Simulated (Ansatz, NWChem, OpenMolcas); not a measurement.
## A substitution series on N: H to SiH3

On one N centre, n of the H ligands are replaced by SiH3. The HOMO–LUMO gap y in eV at B3LYP/6-31G* (spherical functions). Shapes: PBE0-D4/def2-TZVP. Programs: Ansatz 0.2.0, NWChem 7.3.0, OpenMolcas 26.06. A level may come from different programs for different species; with the same settings they agree closely.

| molecule | n | y (eV) |
| --- | --- | --- |
| NH3 | 0 | 9.01 |
| SiH3(NH2) | 1 | ? |
| Si2NH7 | 2 | 7.24 |
| Si3NH9 | 3 | 7.08 |

Question: Fit y = c + s·n to the known rows and predict SiH3(NH2).

Answer: 
1. Means of the 3 rows: n = 1.66667, y = 7.777.
2. Σ(Δn)² = 4.6667, Σ(Δn·Δy) = -3.1633, so the slope is -3.1633/4.6667 = -0.67785.
3. Intercept: 7.777 − (-0.67785) × 1.66667 = 8.907. The largest residual of the fit is 0.31.
4. SiH3(NH2): 8.907 + (-0.67785) × 1 = 8.23 eV.

The run gave 7.55 eV, so the prediction is off by +0.68 eV, more than the largest residual. The step per swap changes from -1.46 to -0.16 eV along the series, so a line misses the bend. Orbital gaps aren't excitation energies, and the LUMO depends on the basis.

The gap falls with every silyl group, but most of the drop comes with the first: from 9.01 eV in ammonia to 7.55 eV in silylamine, against 7.08 eV with all three hydrogens replaced. The likely reason is a change in the kind of frontier orbitals, followed by smaller adjustments. The HOMO is essentially the nitrogen lone pair. Silyl substitution flattens the nitrogen, which gives the lone pair more p character and raises it, while delocalisation into Si–H σ* orbitals pulls it back down. Those same σ* orbitals offer a lower-lying acceptor level than ammonia has. Once one silyl group has supplied it and much of the flattening has occurred, further groups probably add mainly mixing among similar orbitals, so the effect saturates.

Ammonia is therefore a poor anchor for a constant increment per group, and the three fitted rows already hint at the curvature. The gaps alone can't tell how much of the narrowing comes from a higher HOMO and how much from a lower LUMO; that would take the separate orbital energies.
